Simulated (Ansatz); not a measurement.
# Errors in the atomisation enthalpy at 298 K

10 molecules with halogens; the atomisation enthalpy at 298 K in kJ/mol, computed less measured. Shapes, held fixed at every level: PBE0-D4/def2-TZVP. Flexible molecules stand in one conformer, not always the lowest. Thermal terms are harmonic and unscaled (PBE0-D4/def2-TZVP); the spin-orbit lowering of the free atoms is taken from their spectra. Programs: Ansatz 0.2.0. Measured values: Active Thermochemical Tables, CRC Handbook of Chemistry and Physics.

Levels: A = HF/def2-SVP; B = SPW92/def2-TZVPP; C = PBE0-D4/def2-TZVPP; D = wB97X-V/def2-TZVPP.

```
                            molecule  from tabulated heats      A     B    C    D
            SbBr3 (antimony bromide)                   792   -418  +212  +11   +4
CBr2ClF (dibromochlorofluoromethane)                  1329   -617  +384  +18  -11
CBrCl2F (bromodichlorofluoromethane)                  1391   -616  +392  +21   -5
               CH3Cl (chloromethane)                  1575   -416  +213   +2   -2
           C2H3ClO (SMILES CC(=O)Cl)                  2700   -807  +480  +24    0
      C2H3F3 (1,1,1-trifluoroethane)                  3070   -857  +596  +20  +15
        C2H4Cl2 (1,2-dichloroethane)                  2678   -742  +422  +22    0
                  C2H5I (iodoethane)                  2638   -691  +367   +9  -10
    C2H3F3O (2,2,2-trifluoroethanol)                  3463  -1085  +719   +8   +6
              C4H9Br (SMILES CCCCBr)                  5048  -1249  +705  +32   -4
```

Task: Which level does best on this set, which worst, and which err to one side?

Result: 
| level | kind | mean error | mean absolute error | worst case |
| --- | --- | --- | --- | --- |
| HF/def2-SVP | Hartree–Fock | -749.8 | 749.8 | C4H9Br |
| SPW92/def2-TZVPP | LDA | +449.0 | 449.0 | C2H3F3O |
| PBE0-D4/def2-TZVPP | global hybrid | +16.7 | 16.7 | C4H9Br |
| wB97X-V/def2-TZVPP | range-separated hybrid | -0.7 | 5.7 | C2H3F3 |

On this set wB97X-V/def2-TZVPP has the smallest mean absolute error and HF/def2-SVP the largest. HF/def2-SVP is too low in 10 of 10; SPW92/def2-TZVPP is too high in 10 of 10; PBE0-D4/def2-TZVPP is too high in 10 of 10. The heats of SbBr3 (antimony bromide), C2H3F3 (1,1,1-trifluoroethane), C2H3F3O (2,2,2-trifluoroethanol), C4H9Br (1-bromobutane) come from older tables and can be uncertain by 10 kJ/mol or more. The molecules' own spin-orbit lowering is left out, so errors for iodides read a little too negative. Heats of the atoms come from ATcT where it has them. The levels differ in basis as well as in method. With so many references in doubt the order of the levels isn't settled. For HF/def2-SVP and SPW92/def2-TZVPP the error tends to grow with the atomisation enthalpy. Hartree–Fock lacks correlation and underbinds. For atoms past krypton def2 sets carry core potentials with scalar relativity. Relativity is left out for Br. The set is small.

The errors of Hartree-Fock and the local density approximation are far too large to come from the reference heats, whereas the gap between the two hybrids is small enough to be sensitive to them. Bond formation brings electrons into closer contact and adds correlation energy that Hartree-Fock misses; its small basis probably deepens the underbinding. The local functional errs the other way because it describes the strongly inhomogeneous free atoms less well than the molecules, a bias that gradient corrections and exact exchange largely remove.

Total bond strength isn't the whole story. CBr2ClF and CBrCl2F have smaller atomisation enthalpies than CH3Cl and equally many bonds, yet much larger errors at both of these levels. This suggests that carbon-halogen bonds, with lone pairs crowded around them, are harder to describe than C-H bonds. The near-zero mean of wB97X-V partly reflects cancellation between positive and negative errors, so its mean absolute error is the fairer guide to accuracy for a single molecule.
